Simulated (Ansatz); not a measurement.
## A series in volume scale on Pd

Results calculated with Ansatz 0.2.0, not measured. Plane-wave DFT, scalar-relativistic PAW made under PBE with cores redone for the functional, no dispersion; the given relaxed cell is scaled uniformly, energy at zero smearing counts from the unscaled cell, pressure at the given Fermi-Dirac smearing is positive in compression.

The cell before it is scaled or strained (space group Pm-3m, No. 221):
```
cell vectors (Å)
   2.5394     0.0000     0.0000
   0.0000     2.5394     0.0000
   0.0000     0.0000     2.5394
atoms (fractions of the cell vectors)
Pd  0.00000  0.00000  0.00000
```

Settings of every row: spin polarised no; functional LDA; wave cutoff 420 eV; smearing width 0.1 eV; k mesh 14x14x14.

Atom starting moment: 0 on all atoms.

Limits: the cell comes from a prototype or a list of computed structures and needn't be the stable phase.

| row | volume scale | V (Å³/atom) | pressure (GPa) | energy change per atom (meV) |
| --- | --- | --- | --- | --- |
| 1 | 0.88 | 14.41 | 29.88 | 157.73 |
| 2 | 0.92 | 15.065 | 17.37 | 63.46 |
| 3 | 0.96 | 15.72 | ? | ? |
| 4 | 1.04 | 17.03 | -5.75 | 12.83 |
| 5 | 1.08 | 17.685 | -10.31 | 46.85 |
| 6 | 1.12 | 18.341 | -13.83 | 97.32 |

Question: what pressure and energy change per atom should row 3 give?

Worked fit of pressure. Take u = (V_r/V)^(2/3) − 1 with V_r = 17.03 Å³ an atom, which is twice the finite (Eulerian) strain; such expansions in the strain, on which the Birch-Murnaghan equation of state is built, carry the rest volume and the bulk modulus. The shown rows have u = 0.11781, 0.08517, 0, -0.02485, -0.04824. Least squares give pressure = −5.852 + 203.614 × u + 837.72 × u² GPa; a straight line predicts inner rows, each left out in turn, worse (root mean square 2.4 against 0.27 GPa). The rows lie off it by 0.12, -0.20, 0.10, 0.08, -0.11 (root mean square 0.13 GPa). The withheld row has u = 0.05481, so the fit gives −5.852 + 203.614 × (0.05481) + 837.72 × (0.05481)² = 7.82 GPa.

The calculation gave 7.67 GPa. The fit lies 0.15 GPa (2 % of the value, 0.34 % of the column's range) above it; its largest miss of a shown row is 0.20 GPa.

Worked fit of energy change per atom. Take u = (V_r/V)^(2/3) − 1 with V_r = 17.03 Å³ an atom, which is twice the finite (Eulerian) strain; such expansions in the strain, on which the Birch-Murnaghan equation of state is built, carry the rest volume and the bulk modulus. The shown rows have u = 0.11781, 0.08517, 0, -0.02485, -0.04824. Least squares give energy change per atom = 11.736 − 919.657 × u + 18231.14 × u² meV; a straight line predicts inner rows, each left out in turn, worse (root mean square 52 against 3 meV). The rows lie off it by 1.31, -2.20, 1.09, 1.00, -1.21 (root mean square 1.4 meV). The withheld row has u = 0.05481, so the fit gives 11.736 − 919.657 × (0.05481) + 18231.14 × (0.05481)² = 16.10 meV.

The calculation gave 14.3 meV. The fit lies 1.80 meV (13 % of the value, 1.2 % of the column's range) above it; its largest miss of a shown row is 2.20 meV.
